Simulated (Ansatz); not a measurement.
The calculation used Ansatz, DFT PBE, scalar-relativistic, plane waves, PAW. Settings: cutoff 420 eV, Γ-centred meshes spaced at most about 0.3 Å⁻¹, and about 0.25 Å⁻¹ or finer for metals (2π included), Gaussian smearing. No spin polarisation in the final relaxations.

Temperature and zero-point effects are left out.

Compare these two cells of GeP4, each relaxed at this level.

A.

```cif
data_structure
_symmetry_space_group_name_H-M 'Im-3m'
_symmetry_Int_Tables_number 229
_cell_length_a 5.7404
_cell_length_b 5.7404
_cell_length_c 5.7404
_cell_angle_alpha 90.000
_cell_angle_beta 90.000
_cell_angle_gamma 90.000
_cell_volume 189.15
loop_
_atom_site_label
_atom_site_type_symbol
_atom_site_symmetry_multiplicity
_atom_site_Wyckoff_symbol
_atom_site_fract_x
_atom_site_fract_y
_atom_site_fract_z
_atom_site_occupancy
Ge1 Ge 2 a 0.00000 0.00000 0.00000 1
P1 P 8 c 0.25000 0.25000 0.75000 1
```

B.

```cif
data_structure
_symmetry_space_group_name_H-M 'P6/mmm'
_symmetry_Int_Tables_number 191
_cell_length_a 4.5369
_cell_length_b 4.5369
_cell_length_c 4.7989
_cell_angle_alpha 90.000
_cell_angle_beta 90.000
_cell_angle_gamma 120.000
_cell_volume 85.54
loop_
_atom_site_label
_atom_site_type_symbol
_atom_site_symmetry_multiplicity
_atom_site_Wyckoff_symbol
_atom_site_fract_x
_atom_site_fract_y
_atom_site_fract_z
_atom_site_occupancy
Ge1 Ge 1 a 0.00000 0.00000 0.00000 1
P1 P 2 c 0.33333 0.66667 0.00000 1
P2 P 2 d 0.33333 0.66667 0.50000 1
```

Task: Which form is favoured at zero pressure, and by what margin per atom?

Result: B is lower, by 297 meV/atom. A has space group Im-3m (No. 229), 18.9 Å³/atom and no gap on its mesh; B has space group P6/mmm (No. 191), 17.1 Å³/atom and no gap. Counting P atoms around Ge (those within 1.25 times the shortest such distance or 1.15 times the sum of covalent radii), A has Ge 8 and B has Ge 6. B holds P–P chains (shortest 2.40 Å); in A the shortest P–P distance is 2.87 Å. The denser one is the lower, and pressure would at first widen the difference. Even the lower one lies +0.50 eV/atom against the reference forms of the elements (uncorrected), so neither is stable at this level. Both come from invented guesses. A third cell relaxed alike, in P4/nbm, lies 155 meV/atom below the lower of the two.

Cells relaxed within their symmetry can be saddle points.

The 297 meV/atom preference for B fits its closer P–P contacts: with four P atoms per Ge, a low-energy structure needs substantial phosphorus–phosphorus bonding. A spreads phosphorus over a more open network, and its shorter Ge–P contacts evidently don't compensate. Even in B, however, the 2.40 Å chain contact is longer than a normal P–P single bond, so the chains are better seen as weakly bonded than as strings of ordinary covalent bonds.

Both cells probably lie above the elements because their high symmetry frustrates directional bonding. Four-bonded Ge and three-bonded P with a lone pair would give an electron-precise network, whereas these cells impose cubic or planar surroundings on Ge and straight P–P–P links. The absence of a gap is consistent with that mismatch. The lower P4/nbm cell confirms that B is not the ground state, and the positive formation energy of B does not rule out a stable compound at this composition.
